\section*{Quality factor and cutoff of a junction capacitor}

A Schottky diode at zero or reverse bias stores charge in its depletion layer and loses energy in two places: in the leakage path across the barrier and in the neutral material that feeds the junction. We derive how the ratio of storage to loss depends on frequency. At each paragraph marked \textbf{Predict}, commit to an answer before reading on.

\subsection*{Premises and conventions}

Units are SI. Signals vary as $e^{j\omega t}$ with $\omega=2\pi f$, amplitudes are peak values, $q>0$ is the elementary charge, and a voltage is positive when the metal is positive with respect to the n-type semiconductor.
\begin{enumerate}
\item[P1] The barrier region is quasi-static: its conduction current $I(V_j)$ and the charge $q_m(V_j)$ on the metal depend only on the instantaneous junction voltage $V_j$. Minority-carrier storage is neglected, so there is no diffusion capacitance.
\item[P2] The neutral epilayer, substrate and ohmic contact act as one real resistance $R_s$, independent of frequency and signal.
\item[P3] The signal is small enough to linearise $I$ and $q_m$.
\item[P4] There is no series inductance, no stray capacitance across the terminals and no dielectric loss.
\end{enumerate}

\subsection*{Step 1: the equivalent circuit}

Conduction and displacement current cross the barrier side by side, and their sum flows through $R_s$:
\begin{equation}
i=I(V_j)+\frac{dq_m}{dt},\qquad V=V_j+R_s\,i .
\end{equation}
Put $V_j=V_0+v_je^{j\omega t}$ and keep first order in $v_j$ (P3). The signal amplitudes obey
\begin{equation}
\hat\imath=(G+j\omega C_j)\,v_j,\qquad G=\frac1{R_p}=\frac{dI}{dV_j}\Big|_{V_0},\qquad C_j=\frac{dq_m}{dV_j}\Big|_{V_0}.
\end{equation}
So $C_j$ is in parallel with $R_p$, and the pair is in series with $R_s$.

For uniform donor density $N$, permittivity $\varepsilon$, area $A$ and built-in potential $V_{bi}$, the depletion approximation gives a field of magnitude $qN(W-y)/\varepsilon$ at depth $y<W$. Its integral, $qNW^2/2\varepsilon$, equals $V_{bi}-V_j$. The metal carries the countercharge $q_m=-qNAW$, and $dW/dV_j=-\varepsilon/(qNW)$, so
\begin{equation}
W=\sqrt{\frac{2\varepsilon(V_{bi}-V_j)}{qN}},\qquad C_j=\frac{\varepsilon A}{W}.\label{cj}
\end{equation}
For ideal thermionic emission over a barrier $q\phi_B$, $I=I_s[e^{qV_j/kT}-1]$ with $I_s=AA^*T^2e^{-q\phi_B/kT}$ and $A^*=4\pi qm^*k^2/h^3$, so that
\begin{equation}
R_p=\frac{kT}{qI_s}\,e^{-qV_0/kT}.\label{rp}
\end{equation}
What follows needs only the three circuit elements, whatever mechanism sets $R_p$.

\textbf{Predict.} Which resistor dominates the loss at very low frequency, and which at very high frequency?

\subsection*{Step 2: the impedance}

Dividing $\hat v=v_j+R_s\hat\imath$ by $\hat\imath$ and rationalising with $1-j\omega C_jR_p$,
\begin{equation}
Z=R_s+\frac{R_p}{1+j\omega C_jR_p}
=\Big[R_s+\frac{R_p}{1+\omega^2C_j^2R_p^2}\Big]-j\,\frac{\omega C_jR_p^2}{1+\omega^2C_j^2R_p^2}.\label{z}
\end{equation}
As $\omega\to0$ the real part is $R_s+R_p$, dominated by $R_p$ when $R_s\ll R_p$. As $\omega\to\infty$ the capacitor shorts $R_p$ and only $R_s$ remains.

\subsection*{Step 3: the quality factor}

Define $Q$ as $2\pi$ times the peak stored energy divided by the energy dissipated per cycle, that is $Q=\omega U/P$ with $P$ the mean dissipated power. The capacitor is the only store, so $U=\tfrac12C_j|v_j|^2$. The leakage path dissipates $\tfrac12G|v_j|^2$. The series resistance dissipates $\tfrac12R_s|\hat\imath|^2$, and Step 1 gives $|\hat\imath|^2=(G^2+\omega^2C_j^2)|v_j|^2$. The amplitude cancels:
\begin{equation}
Q=\frac{\omega C_j}{G+R_s(G^2+\omega^2C_j^2)}
=\frac{\omega C_jR_p}{1+R_s/R_p+\omega^2C_j^2R_pR_s},\label{qexact}
\end{equation}
where numerator and denominator were multiplied by $R_p$. This is exact for the circuit.

\textbf{Predict.} An instrument has no access to $U$; it reports $|\mathrm{Im}\,Z|/\mathrm{Re}\,Z$. Is that the same number?

From \eqref{z}, multiplying both parts by $1+\omega^2C_j^2R_p^2$, the ratio is $\omega C_jR_p^2/[R_p+R_s+\omega^2C_j^2R_p^2R_s]$, and division by $R_p$ reproduces \eqref{qexact}. The agreement rests on P4: the reactive power $\tfrac12|\hat\imath|^2|\mathrm{Im}\,Z|$ equals $\omega U$ only when no magnetic or kinetic store offsets the electric one.

Introduce the resistance ratio and a reduced frequency,
\begin{equation}
\rho=\frac{R_s}{R_p},\qquad x=\omega R_sC_j .
\end{equation}
Then $\omega C_jR_p=x/\rho$ and $\omega^2C_j^2R_pR_s=x^2/\rho$, and \eqref{qexact} becomes
\begin{equation}
Q=\frac{x}{x^2+\rho(1+\rho)},\qquad \frac1Q=\frac{1+\rho}{\omega C_jR_p}+\omega R_sC_j.\label{qx}
\end{equation}
Losses add as reciprocals of $Q$. For $R_s\ll R_p$ we drop $\rho$ against 1:
\begin{equation}
Q\simeq\frac{\omega C_jR_p}{1+\omega^2C_j^2R_pR_s}.\label{qapp}
\end{equation}
The ratio of \eqref{qapp} to \eqref{qexact} is $1+\rho/(1+\omega^2C_j^2R_pR_s)$. The approximation always lies above the exact value, by a fraction smaller than $\rho$.

\textbf{Predict.} One term of $1/Q$ falls as $1/\omega$ and the other rises as $\omega$. How are they related where $Q$ is largest?

\subsection*{Step 4: the peak}

Write $1/Q=a/x+x$ with $a=\rho(1+\rho)$. The derivative $1-a/x^2$ vanishes at $x_0=\sqrt a$, and the second derivative $2a/x^3$ is positive, so this is the minimum of $1/Q$. There the two terms are equal, each $\sqrt a$: half the power is lost in the term that grows with frequency. Hence
\begin{equation}
\omega_0=\frac{\sqrt{1+\rho}}{C_j\sqrt{R_pR_s}},\qquad Q_{\max}=\frac{1}{2\sqrt{\rho(1+\rho)}},
\end{equation}
and for $\rho\ll1$
\begin{equation}
\omega_0\simeq\frac1{C_j\sqrt{R_pR_s}},\qquad Q_{\max}\simeq\frac12\sqrt{\frac{R_p}{R_s}}.\label{peak}
\end{equation}
The height does not depend on $C_j$, which only sets the position. With $s=\omega/\omega_0$, equation \eqref{qx} reads $Q/Q_{\max}=2/(s+1/s)$, symmetric on a logarithmic frequency axis. Half height requires $s^2-4s+1=0$, so $s=2\mp\sqrt3=0.268$ and $3.73$. The peak is broad however high it is; it is a crossover between two loss mechanisms and no resonance.

\subsection*{Step 5: the cutoff}

The element behaves more as a capacitor than as a resistor where $Q>1$.

\textbf{Predict.} How many frequencies satisfy $Q=1$, and must they exist?

Setting $Q=1$ in \eqref{qx} gives $x^2-x+\rho(1+\rho)=0$, with roots
\begin{equation}
x_\pm=\tfrac12\Big[1\pm\sqrt{1-4\rho(1+\rho)}\Big].
\end{equation}
They are real only if $4\rho(1+\rho)\le1$, which is the condition $Q_{\max}\ge1$, or $\rho\le(\sqrt2-1)/2=0.207$. Expanding with $\sqrt{1-4a}=1-2a-2a^2-\dots$ and $a=\rho+\rho^2$ gives $x_+=1-\rho-2\rho^2-\dots$ and $x_-=\rho+2\rho^2+\dots$. To leading order the lower root is $f_\ell=1/(2\pi R_pC_j)$, and the upper root defines the cutoff frequency
\begin{equation}
f_c=\frac1{2\pi R_sC_j}.\label{fc}
\end{equation}
Since $x=f/f_c$, the three frequencies are $f_\ell=\rho f_c$, $f_0\simeq\sqrt\rho\,f_c$ and $f_c$; the peak sits at the geometric mean of the outer two. The asymptotes are $Q\simeq f/f_\ell$ for $f\ll f_0$ and $Q\simeq f_c/f$ for $f\gg f_0$. The second is the working rule for a varactor, and it contains no $R_p$. Both $C_j$ and the undepleted thickness inside $R_s$ change with bias, so $f_c$ must be quoted with its bias.

\subsection*{Step 6: what a bridge reads}

A bridge determines one complex number per frequency. In parallel mode it displays $Y=1/Z=G_m+j\omega C_m$.

\textbf{Predict.} Can $C_m$ exceed $C_j$ under P1--P4?

With $Y_j=G+j\omega C_j$, the series connection gives $Y=Y_j/(1+R_sY_j)$, and $R_sY_j=\rho+jx$. Multiply above and below by $1+\rho-jx$. The imaginary part of the numerator is $\omega C_j(1+\rho)-Gx=\omega C_j$, because $Gx=\rho\,\omega C_j$. The real part is $G(1+\rho)+\omega C_jx$. Therefore
\begin{equation}
C_m=\frac{C_j}{(1+\rho)^2+x^2},\qquad G_m=\frac{G(1+\rho)+\omega^2C_j^2R_s}{(1+\rho)^2+x^2}.\label{cm}
\end{equation}
The denominator exceeds 1, so the reading is always low. It equals $|\hat v/v_j|^2$: the junction receives only part of the applied voltage, and the stored energy $\tfrac12C_j|v_j|^2$ is attributed to $\tfrac12C_m|\hat v|^2$. The ratio $\omega C_m/G_m$ is again \eqref{qexact}. For $\rho\ll1$,
\begin{equation}
C_m\simeq\frac{C_j}{1+(\omega R_sC_j)^2}=\frac{C_j}{1+(f/f_c)^2},\label{cmapp}
\end{equation}
which is half of $C_j$ at the cutoff. This gives $C_m$ to a relative $2\rho$ or better. The small deficit $1-C_m/C_j\simeq2\rho+x^2$ is governed by $x^2$ only for $f\gg\sqrt2f_0$; in forward bias, where \eqref{rp} makes $R_p$ collapse, the factor $(1+\rho)^2$ takes over.

In series mode the display is $Z=R_{\rm ser}+1/(j\omega C_{\rm ser})$. From \eqref{z}, $C_{\rm ser}=C_j[1+(f_\ell/f)^2]$, free of $R_s$. Inverting $Y$ gives $\mathrm{Im}\,Z=-\omega C_m/(G_m^2+\omega^2C_m^2)$, so $C_{\rm ser}=C_m(1+Q^{-2})$ identically. A parallel reading is thus corrected by $C_j\simeq C_m(1+Q^{-2})$ for $f\gg f_\ell$. The resistance is more demanding: $R_{\rm ser}\simeq R_s(1+\rho/x^2)$ for $f\gg f_\ell$, which approaches $R_s$ only for $f\gg f_0$.

\subsection*{Range of validity}

\emph{Signal size (P3).} By \eqref{cj} the capacitance changes by the fraction $v_j/[2(V_{bi}-V_0)]$, and the thermionic conductance by $qv_j/kT$. Linearity needs $|v_j|\ll V_{bi}-V_0$, and $|v_j|\ll kT/q$ wherever $R_p$ matters. A pumped multiplier violates P3 on purpose.

\emph{Low-frequency side (P1, P4).} A loss tangent $\tan\delta$ of the capacitance, from trap response or from passivation in the fringing field, adds $\omega C_j\tan\delta$ to $G$ and hence about $\tan\delta$ to $1/Q$. The peak \eqref{peak} survives only if $\tan\delta\ll1/Q_{\max}$.

\emph{Inductance (P4).} Take $f\gg f_0$, drop $G$ and add a series $L$. Then $Y=j\omega C_j/(1-b+jx)$ with $b=\omega^2LC_j$, and
\begin{equation}
\frac{|\mathrm{Im}\,Z|}{\mathrm{Re}\,Z}=\frac{|1-b|}{x},\qquad
C_m=\frac{C_j(1-b)}{(1-b)^2+x^2}\simeq C_j(1+b-x^2).\label{ind}
\end{equation}

\textbf{Predict.} Does lowering the frequency make $b$ negligible against $x^2$?

It does not. Both scale as $\omega^2$, and $b/x^2=L/(R_s^2C_j)$ at every frequency. The rule $Q=f_c/f$ needs only $b\ll1$, while the droop in \eqref{cmapp} needs $L\ll R_s^2C_j$.

\emph{Carrier inertia (P2).} In a neutral layer of thickness $t$ the Drude conductivity is $\sigma_0/(1+j\omega\tau)$, with $\sigma_0=qN\mu$ and momentum relaxation time $\tau=\mu m^*/q$, and a displacement current $j\omega\varepsilon$ flows in parallel. With $R_0=t/(\sigma_0A)$, $\tau_d=\varepsilon/\sigma_0$ and plasma frequency $\omega_p^2=1/(\tau\tau_d)=Nq^2/(\varepsilon m^*)$,
\begin{equation}
Z_e=\frac{R_0(1+j\omega\tau)}{1-u^2+j\omega\tau_d}
=R_0\,\frac{1+j\omega[\tau(1-u^2)-\tau_d]}{(1-u^2)^2+\omega^2\tau_d^2},\qquad u=\frac{\omega}{\omega_p}.\label{ze}
\end{equation}
The real part of the numerator is $1-u^2+\omega^2\tau\tau_d=1$. To first order in $\omega$ the layer is $R_0$ in series with a reactance $\omega L_k$, $L_k=R_0(\tau-\tau_d)$, that no layout removes. It is inductive for $\tau>\tau_d$ and capacitive for $\tau<\tau_d$, as in a lightly doped layer. A real, constant $R_s$ requires $\omega\tau\ll1$ and $\omega\tau_d\ll1$, which together imply $\omega\ll\omega_p$ because $u^2=(\omega\tau)(\omega\tau_d)$. The condition $\omega\ll\omega_p$ cannot replace the second one: for $\tau\to0$, $u$ vanishes while $Z_e=R_0/(1+j\omega\tau_d)$ still relaxes. A constant $R_s$ also requires a skin depth $\delta=(\pi f\mu_0\sigma)^{-1/2}$ larger than the thickness of the conducting layers of conductivity $\sigma$.

\subsection*{Illustration: GaAs Schottky varactor}

The device is specified by $C_j=20$ fF at zero bias and $R_s=8\ \Omega$ at 300 K. Then $R_sC_j=0.16$ ps, $2\pi f_c=6.25\times10^{12}$ s$^{-1}$ and
\begin{equation}
f_c=995\ \text{GHz}.
\end{equation}

To estimate $R_p$ we use two compiled values, the static dielectric constant 12.87 (Rakita 2019) and $m^*=0.067\,m_e$ (Vurgaftman 2001, a 0 K value used here at 300 K), with an assumed doping $N=1\times10^{23}$ m$^{-3}$ and a typical barrier $\phi_B=0.85$ V. Then $kT/q=25.9$ mV, $\varepsilon=1.14\times10^{-10}$ F/m and $N_c=2(2\pi m^*kT/h^2)^{3/2}=4.35\times10^{23}$ m$^{-3}$. Nondegenerate statistics give $V_{bi}=\phi_B-(kT/q)\ln(N_c/N)=0.81$ V. Equation \eqref{cj} gives $W=0.11\ \mu$m and $A=19\ \mu$m$^2$, a disc of diameter $4.9\ \mu$m. The carrier tail at the depletion edge, which lowers the effective $V_{bi}$ by $kT/q$, would change $W$ by 1.6\%, and fringing is ignored, so two figures suffice. With $A^*=8.05\times10^4$ A\,m$^{-2}$K$^{-2}$, $I_s=7.2\times10^{-16}$ A and \eqref{rp} gives $R_p=3.6\times10^{13}\ \Omega$, hence $Q_{\max}=1.1\times10^6$ at 0.47 MHz.

\textbf{Predict.} How far can this peak be trusted?

Not far. $R_p$ changes tenfold for $(kT/q)\ln10=60$ mV of barrier height, and tunnelling, barrier lowering and edge leakage all act to reduce it. We therefore continue with an assumed leakage-limited $R_p=1\times10^9\ \Omega$. Then $\rho=8\times10^{-9}$, so \eqref{qapp} is indistinguishable from \eqref{qexact}; $f_\ell=8.0$ kHz, $f_0=89.0$ MHz and $Q_{\max}=5.59\times10^3$.

\begin{center}
\begin{tabular}{lcccccc}
$f$ & 1 MHz & 10 MHz & 100 MHz & 1 GHz & 10 GHz & 100 GHz\\
$Q$ & 126 & $1.24\times10^3$ & $5.55\times10^3$ & 987 & 99.5 & 9.9
\end{tabular}
\end{center}

These are the model's numbers. The first three follow the assumed $R_p$, and a loss tangent of only $1.8\times10^{-4}$ would halve the peak. The last two are $f_c/f$ and would not change with the ideal $R_p$. At 100 GHz, $x^2=0.0101$ and \eqref{cmapp} gives $C_m=19.8$ fF.

Now test the premises. With a typical mobility $\mu=0.45$ m$^2$V$^{-1}$s$^{-1}$ at this doping, $\sigma_0=7.2\times10^3$ S/m, $\tau=0.171$ ps, $\tau_d=0.016$ ps and $\omega_p/2\pi=3.1$ THz. For an upper estimate assign all of $R_s$ to the epilayer, which would need $t=1.1\ \mu$m; contact resistance and heavily doped layers of lower mobility contribute less inertia per ohm. Then $L_k=1.24$ pH, against $R_s^2C_j=1.28$ pH. At 100 GHz this gives $b=0.0098$. By \eqref{ind} the reactance ratio drops by only that fraction, but the droop $x^2=0.0101$ of $C_m$ is almost cancelled. An assumed finger inductance of 10 pH gives $b=0.079$, a ratio $|\mathrm{Im}\,Z|/\mathrm{Re}\,Z=9.2$, a reading $C_m=21.5$ fF above $C_j$, and a series resonance at 356 GHz. The droop of \eqref{cmapp} is therefore not observable by itself in this device.

At $f_c$, \eqref{ze} gives $Z_e=(1.2+1.1j)R_s$, whose inductive part is as large as the junction reactance $-R_s$. For an assumed $\sigma=1\times10^5$ S/m in the n$^+$ layer, $\delta$ falls from $5.0\ \mu$m at 100 GHz to $1.6\ \mu$m at $f_c$. The lattice is harmless by comparison. With the compiled $\varepsilon_\infty=10.88$ (Skelton 2020) and TO frequency 271 cm$^{-1}$ (Han 2011), or $f_{TO}=8.12$ THz, the undamped oscillator form $\varepsilon_r(f)=\varepsilon_\infty+(\varepsilon_r(0)-\varepsilon_\infty)/(1-f^2/f_{TO}^2)$ raises $C_j$ by 0.24\% at $f_c$.

The cutoff of 995 GHz is thus a figure of merit extrapolated from the regime $f_0\ll f\ll f_c$, and the diode need not show $Q=1$ there. A nominal cutoff of one to a few terahertz is typical of small GaAs Schottky varactors, so the specified pair of values is representative. As typical knowledge, the effective series resistance at submillimetre frequencies exceeds its low-frequency value by tens of per cent or more, so that $f_c/f$ overestimates $Q$ there. Within the model, the de-embedded junction has $Q\approx10$ at 100 GHz, with an inertial correction of at most about 1\%.